**Notebook: levels of cubic SiC along three lines from Γ**

The seven rows are seven wave vectors of one self-consistent LDA calculation on zincblende (3C) SiC, with eight valence electrons in four filled bands. "Level under 4" to "level under 1" are those four bands from the bottom up, and "level over 1" and "level over 2" are the first two empty ones. All are counted from the valence top. "Level point" only numbers the rows, and the third coordinate, point c, is zero throughout.

ABINIT 10.8.3 plane-wave DFT calculation of zincblende SiC (F-43m, two-atom cell) with the LDA and JTH PAW LDA v2.0 datasets, without spin polarisation or spin-orbit coupling. The wave cutoff is 544.228 eV, the k mesh 13×13×13 and the Fermi-Dirac smearing 0.05 eV. Levels are counted from the valence top, and the third coordinate of each point (point c) is 0.

| point a (reciprocal cell vector) | point b (reciprocal cell vector) | level point (row) | level under 4 (eV) | level under 3 (eV) | level under 2 (eV) | level under 1 (eV) | level over 1 (eV) | level over 2 (eV) |
| --- | --- | --- | --- | --- | --- | --- | --- | --- |
| 0.0000 | 0.0000 | 1 | -15.348 | 0.000 | 0.000 | 0.000 | 6.230 | 7.161 |
| 0.2308 | 0.0000 | 2 | -14.321 | -3.844 | -0.555 | -0.555 | 5.992 | 7.807 |
| 0.3846 | 0.0000 | 3 | -12.664 | -7.232 | -0.968 | -0.968 | 5.488 | 7.363 |
| -0.0769 | 0.0769 | 4 | -15.039 | -1.284 | -0.619 | -0.041 | 6.684 | 7.111 |
| 0.2308 | 0.2308 | 5 | -13.976 | -2.941 | -1.774 | -1.774 | 4.301 | 6.554 |
| 0.3077 | 0.3077 | 6 | -12.951 | -4.493 | -2.451 | -2.451 | 2.963 | 5.400 |
| 0.4615 | 0.4615 | 7 | -10.505 | -7.558 | -3.187 | -3.187 | 1.382 | 4.233 |

**1. Where do the rows lie, and why are some levels equal?**

Point a and point b are fractions of two reciprocal vectors, which in units of $2\pi/a_0$ ($a_0$ the cubic lattice constant) are $(-1,1,1)$ and $(1,-1,1)$. Row 1 is therefore Γ, rows 2 and 3 run along a body diagonal towards L, row 4 along a face diagonal towards K, and rows 5 to 7 along a cube edge towards X. The steps from row 3 to 4 and from 4 to 5 are changes of direction, so only rows on one line form a curve.

The equal entries come from symmetry. In the standard assignment the valence top is built from three p-like states, which a cubic crystal cannot tell apart at Γ. Along a cube edge or a body diagonal the two states across the direction of travel stay equivalent and the one along it splits off, which gives the pairs in rows 2, 3 and 5 to 7. Along the face diagonal all three differ, as row 4 shows.

**2. Does the lowest band behave like carbon 2s orbitals or like free electrons?**

An electron hopping only between nearest-neighbour carbon 2s orbitals gains energy ever more slowly as its wave approaches the zone face, whereas a free electron gains it as $k^2$ all the way. Both forms start alike, so each was given one scale factor, fitted to rows 2, 4 and 5, well inside the zone. The parabola is

$$E(k)-E(\Gamma)=s\,U k^2,\qquad U=\frac{\hbar^2}{2m_e}\left(\frac{2\pi}{a_0}\right)^2=7.917\ \text{eV},$$

with $a_0=4.359$ Å and $k$ in units of $2\pi/a_0$. The fit gives $s=0.813$, nearly the same in all three directions, which is an effective mass of about $1.2\,m_e$.

Row 6 was not in the fit. Its coordinates are $4/13$ each, so $k=(0,0,8/13)$, and

$$sUk^2=0.813\times 7.917\times(8/13)^2=2.44\ \text{eV},\qquad -12.951-(-15.348)=2.40\ \text{eV}.$$

The parabola is 0.04 eV above the table there, while nearest-neighbour hopping on the carbon sublattice is 0.29 eV below it. The parabola is also the closer of the two in rows 3 and 7. This counts against nearest-neighbour carbon hopping with a single scale factor, not against carbon 2s orbitals or orbitals as such. Longer hops on the carbon sublattice add further terms that could reproduce the band, and hopping between carbon and its silicon neighbours gives a square-root form that is expected to rise much more like the parabola. Neither was tested. What the table shows is that a slightly heavy free electron is a fair description of this band, which makes plane waves a usable starting point for the higher levels.

**3. Why does the parabola overshoot near the zone faces, and what would change if both atoms were the same element?**

Near a face the wave $k$ and its Bragg-reflected partner $k-G$ ($G$ a reciprocal lattice vector) have nearly the same kinetic energy. The crystal potential mixes them, pushing the lower level down and the upper one up. The table agrees in sign, with a shortfall below the parabola of 0.17 eV in row 3 and 0.64 eV in row 7, the row nearest to a face.

For two waves the splitting is $\sqrt{d^2+\Delta^2}$, with $d$ the difference of kinetic energies and $\Delta$ the gap at the face. In row 7 the two lowest levels are 2.947 eV apart and $d$, scaled by $s$, is 1.98 eV, which leaves $\Delta\approx 2.2$ eV. This is a rough figure, since it shifts with the value assumed for $s$. The same two-wave formula pushes the lower level down by about 0.5 eV in both row 3 and row 7, against shortfalls of 0.17 and 0.64 eV, so it does not account for their sizes. Symmetry says what the gap is due to: in the diamond structure, with two like atoms, these bands must meet at X, and so must the two lowest empty ones. The gap at X thus measures how unlike silicon and carbon are as scatterers, and a more polar pair of atoms should open it further, an argument that a single compound cannot test.

**4. Why does the upper valence pair fall much faster towards X than towards L?**

Rows 2 and 5 are the same fraction of the way to the face, yet the pair has dropped 0.555 eV in one and 1.774 eV in the other. Part of this is distance, since X lies further from Γ than L does. Divided by $Uk^2$, the drop is still 2.40 times larger towards X.

Near Γ a p-like state has one curvature $L'$ for motion along its own axis and another, $M$, for motion across it, and oblique motion mixes the states with a strength $N$ (printed as L, M and N in the output). The drops in units of $Uk^2$ follow from a $3\times3$ matrix. They are $L', M, M$ along a cube edge, $M$ and $(L'+M\pm N)/2$ along a face diagonal, and $(L'+2M+2N)/3$ with twice $(L'+2M-N)/3$ along a body diagonal. The mixing steepens the longitudinal state and flattens the transverse ones, so only along the cube edge does the pair feel the full $M$.

Row 4 gives $L'=1.88$, $M=1.65$ and $N=3.32$, which are averages out to that row and not band-edge values. By itself it cannot say which of its three levels is $M$, nor the sign of $N$. Rows 2 and 5 settle the first, the other two choices being far worse, and the single level lying under the pair in row 2 makes $N$ positive. The ratio $3M/(L'+2M-N)$ is then 2.65, a little above the table's. The drops themselves are overestimated in all four cases, the table reaching 0.64 to 0.93 of the model, as is natural for a $k^2$ form carried almost halfway to the face where bands flatten.

**5. Why is the gap indirect, with its lower end near X?**

At Γ the valence top and the lowest empty levels descend from eight plane waves $G=(\pm1,\pm1,\pm1)$ with $q^2=3$, $q$ being $|k+G|$. Moving a distance $\kappa$ towards X lowers four of them,

$$q^2=2+(1-\kappa)^2,$$

down to $q^2=2$ at X. At L the comparable waves, such as $(\tfrac32,-\tfrac12,-\tfrac12)$, have $q^2=\tfrac{11}{4}$, only a quarter of that saving. The first empty level loses 4.848 eV between Γ and row 7 but only 0.742 eV by row 3, the same order as the bare waves, which save about 7.9 and 2.6 eV there, though not the same sizes. In row 4, close to Γ, it rises instead, by 0.454 eV, of which the bare $Uk^2$ is already 0.375 eV; the push up from the valence triplet and the push down from the empty level 0.931 eV above it at Γ are expected largely to cancel.

Near X the four waves mainly yield the valence pair and the two empty levels, and mixing among them alone would move levels apart without moving their mean. They are not a closed set, however: the wave $(0,0,\kappa-2)$ has $q^2=2.37$ at row 5 against 2.29 for the four, and symmetry lets it mix into the empty levels. From row 5 to row 7 that mean falls by 2.016 eV against 2.249 eV for the bare waves. Measured from the band bottom it stays at 0.95 of $Uq^2$ in rows 5, 6 and 7; the constancy is an observation rather than a sum rule, and the value means little, because the band bottom is itself shifted by the potential. At Γ the ratio is 0.79, since four levels picked from a set of eight have no conserved mean.

The valence pair falls towards X too, so the valence top stays at Γ while the empty band bottoms out near X. The wave count says why X is a candidate for the minimum, not why it wins: the same empty lattice underlies direct-gap GaAs, where the s-like level at Γ lies low enough to take the minimum. Here that level stands at 6.230 eV, and the unlike atoms also split the two empty levels by 2.851 eV in row 7, which is expected to lower the first of them. The gap on the mesh is 1.382 eV. The smallest vertical step is $1.382+3.187=4.569$ eV, at row 7 and not at Γ. Residuals for these models stand in the printed output below.

**6. How much does the mesh miss, and what does the valley mean for a channel?**

An odd mesh centred on Γ steps over X, and row 7 stops at 0.92 of the way. If the minimum is at X, as is established for this polytype, a parabola in $(1-\kappa)$ through row 7 and one other row estimates it. Either row 5 or row 6 gives an edge of 1.32 eV, some 0.06 to 0.07 eV under row 7. The mass along the valley axis comes out as 0.71 or 0.77 $m_e$, and each parabola misses the unused row by 0.1 to 0.2 eV, so one digit is all it deserves. The nearer row gives the lighter mass, so the value at X itself is expected to lie slightly below both, at about 0.7 $m_e$.

For a 3C channel, conduction electrons sit in the three equivalent X valleys. The next empty band at row 7 is 2.851 eV higher, and the lowest sampled level on the L side is 4.106 eV higher, so on these points no second valley lies within reach of thermal or moderately heated electrons. Holes meet a very flat band along the face diagonal, only 0.041 eV down in row 4, which argues for heavy holes in that direction. Spin-orbit coupling is switched off, and its splitting of the valence top (roughly 0.01 eV, a recalled figure) is not small beside that drop. Emission across the gap needs a phonon, which makes it weak.

**7. Which digits can be trusted?**

Equal entries are exact by symmetry within this spinless calculation, and the rounding of 0.0005 eV is far below every misfit used above. Smearing leaves the band edges occupied or emptied at about one part in a million. The Fermi energy of the run, 0.708 eV above the valence top, merely lies near mid-gap and describes no doped crystal.

The wave cutoff and k mesh are usual working values, not converged limits, and the error they leave was not measured here. The second and third decimals, and for the deepest levels the first, also belong to this cell only. The run gives a negative pressure of a few GPa, so the lattice is stretched beyond the LDA equilibrium, and since $U\propto 1/a_0^2$ a relaxed cell should have slightly wider bands, by something like 0.2 eV for the full valence width. The gap is uncertain in its first digit as a statement about nature: the measured value is roughly 2.4 eV, again a recalled figure. Zero-point motion, temperature and spin-orbit coupling are absent here, but the bulk of the shortfall is the known one of reading LDA Kohn-Sham levels as excitation energies.

The working rule for this crystal is to take band order, degeneracies and valley positions from such a run, to use an even mesh centred on Γ so that X is sampled, and to take the gap for band offsets or breakdown estimates from measurement or a quasiparticle calculation.

Printed output of the fit:

```
a = 4.359 A, U = 7.917 eV; table rounding 0.0005 eV per level; cell-edge rounding 0.03% of U
Lowest band, fit to rows 2,4,5: parabola s = 0.813 (mass 1.23 m_e); hopping scale 0.967
row, direction, fraction, free energy eV, rise eV, rise/free, table-parabola eV, table-hopping eV
 2 to L 0.46 1.265 1.027 0.812 -0.002 +0.003
 3 to L 0.77 3.514 2.684 0.764 -0.174 +0.648
 4 to K 0.21 0.375 0.309 0.824 +0.004 -0.036
 5 to X 0.46 1.687 1.372 0.813 +0.000 +0.007
 6 to X 0.62 2.998 2.397 0.799 -0.041 +0.294
 7 to X 0.92 6.746 4.843 0.718 -0.644 +1.784
valence width at Gamma 15.348 eV
row 3: split of bands 1,2 5.432 eV; kinetic part (scaled by s) 4.46; rough two-wave gap 3.1 eV
row 7: split of bands 1,2 2.947 eV; kinetic part (scaled by s) 1.98; rough two-wave gap 2.2 eV
Valence top, row 4 drops/free energy: 3.43 1.65 0.11; finite-k masses 0.29 0.61 9 m_e
 rounding of the flattest level is 1.2% of its drop
 table drops eV (row 2 single, pair; row 5 single, pair): 3.844 0.555 2.941 1.774
 M = 3.43, L = -1.66, N = 1.54: predicted 3.49 1.54 -2.81 5.78; rms 3.54 eV
 M = 1.65, L = 1.88, N = 3.32: predicted 4.98 0.79 3.18 2.79; rms 0.78 eV
  table/predicted 0.77 0.70 0.93 0.64; pair curvature X/L: model 2.65, table 2.40
 M = 0.11, L = 4.97, N = 1.77: predicted 3.68 1.44 8.38 0.18; rms 2.87 eV
Gamma-X: mean of pair and two empty levels above band bottom eV, U*q^2 eV, ratio
 row 1: 18.696 23.752 0.787
 row 5: 17.175 18.131 0.947
 row 6: 16.213 17.006 0.953
 row 7: 15.158 15.882 0.954
 fall row 5 to 7 eV: mean 2.016, empty lattice 2.249, pair 1.413, over 1 2.919, over 2 2.321
direct gaps eV, rows 1-7: 6.230 6.547 6.456 6.725 6.075 5.414 4.569
over 2 minus over 1 eV, rows 1-7: 0.931 1.815 1.875 0.427 2.253 2.437 2.851
over 1 above row 7 eV, rows 1-6: 4.848 4.610 4.106 5.302 2.919 1.581
over 1 relative to Gamma eV, rows 2-7: -0.238 -0.742 +0.454 -1.929 -3.267 -4.848
gap on mesh 1.382 eV; smallest direct minus indirect 3.187 eV
parabola about X, rows 6,7: edge 1.32 eV, mesh misses 0.066 eV, mass 0.71 m_e, table-model row 5 -0.24 eV
parabola about X, rows 5,7: edge 1.32 eV, mesh misses 0.061 eV, mass 0.77 m_e, table-model row 6 +0.12 eV
Fermi energy 0.708 eV above valence top, mid-gap 0.691 eV; edge occupation about 1e-06
```
